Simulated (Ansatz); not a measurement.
Si₂Mo: energy above lowest point and pressure against volume scale

Free energy against uniform scaling of the volume at fixed shape and fractions; periodic cell, basis, potentials, k mesh and filling as listed. The results are calculated, by Ansatz 0.2.0.

The cell before it is scaled or strained (space group I4/mmm, No. 139):
```
CELL_PARAMETERS angstrom
-1.60000 1.60000 3.93050
1.60000 -1.60000 3.93050
1.60000 1.60000 -3.93050
ATOMIC_POSITIONS crystal
Si 0.33300 0.33300 0.00000
Si 0.66700 0.66700 0.00000
Mo 0.00000 0.00000 0.00000
```

Settings of every row: functional PBEsol; dispersion none; potentials PAW; wave cutoff 500 eV; density cutoff 2000 eV; k mesh 15x15x15; k shift 0x0x0; occupations fermi dirac; smearing width 0.1 eV; spin none.

| row | volume scale | V (Å³/atom) | energy above lowest point (meV/atom) | pressure (GPa) |
| --- | --- | --- | --- | --- |
| 1 | 0.9 | 12.074 | 83.9 | 25.28 |
| 2 | 0.925 | 12.41 | 40.1 | 16.79 |
| 3 | 0.95 | 12.745 | 12.8 | 9.39 |
| 4 | 0.975 | 13.081 | 0.1 | 2.93 |
| 5 | 1 | 13.416 | 0 | -2.71 |
| 6 | 1.025 | 13.752 | 10.9 | -7.62 |
| 7 | 1.05 | 14.087 | 31.5 | -11.89 |
| 8 | 1.075 | 14.422 | 60.3 | -15.61 |
| 9 | 1.1 | 14.758 | ? | ? |

Question: what energy above lowest point and pressure should row 9 give?

Worked fit of energy above lowest point. Take u = (V_r/V)^(2/3) − 1 with V_r = 13.248 Å³ an atom, which is twice the finite (Eulerian) strain; such expansions in the strain, on which the Birch-Murnaghan equation of state is built, carry the rest volume and the bulk modulus. The shown rows have u = 0.06381, 0.04453, 0.02614, 0.00849, -0.00837, -0.02458, -0.04011, -0.05503. Least squares give energy above lowest point = −1.42 + 3.1 × u + 20662 × u² + 3909 × u³ meV/atom; a parabola predicts inner rows, each left out in turn, worse (root mean square 0.21 against 0.07 meV/atom). The rows lie off it by 0.0, 0.1, 0.0, 0.0, 0.0, 0.0, 0.1, 0.0. Its lowest point lies at u = -0.0001, or V = 13.25 Å³ an atom, and the curvature there gives the bulk modulus at fixed shape and fractions, B = (4/9)(1 + u)² E″(u)/V = 222 GPa. Letting shape and atoms relax would as a rule lower it, by much in layered, chain or molecular crystals. The withheld row has u = -0.06943, so the fit gives −1.42 + 3.1 × (-0.06943) + 20662 × (-0.06943)² + 3909 × (-0.06943)³ = 96.7 meV/atom.

The calculation gave 96.5 meV/atom. The fit lies 0.2 meV/atom (0.21 % of the column's range) above it; its largest miss of a shown row is 0.1 meV/atom. This row lies beyond the range of the fit.

Worked fit of pressure. Take u = (V_r/V)^(2/3) − 1 with V_r = 13.248 Å³ an atom, which is twice the finite (Eulerian) strain; such expansions in the strain, on which the Birch-Murnaghan equation of state is built, carry the rest volume and the bulk modulus. The shown rows have u = 0.06381, 0.04453, 0.02614, 0.00849, -0.00837, -0.02458, -0.04011, -0.05503. Least squares give pressure = 0.024 + 333.59 × u + 934.8 × u² + 633 × u³ GPa; a parabola predicts inner rows, each left out in turn, worse (root mean square 0.033 against 0.0067 GPa). The rows lie off it by 0.00, 0.00, 0.00, 0.01, -0.01, 0.00, 0.00, 0.00. The pressure vanishes at u = -0.0001, or V = 13.25 Å³ an atom, and there the bulk modulus at fixed shape and fractions is B = −V dP/dV = (2/3)(1 + u) dP/du = 222 GPa. Letting shape and atoms relax would as a rule lower it, by much in layered, chain or molecular crystals. The withheld row has u = -0.06943, so the fit gives 0.024 + 333.59 × (-0.06943) + 934.8 × (-0.06943)² + 633 × (-0.06943)³ = -18.84 GPa.

The calculation gave -18.83 GPa. The fit lies 0.01 GPa (0.023 % of the column's range) below it, one unit of the last digit. This row lies beyond the range of the fit.
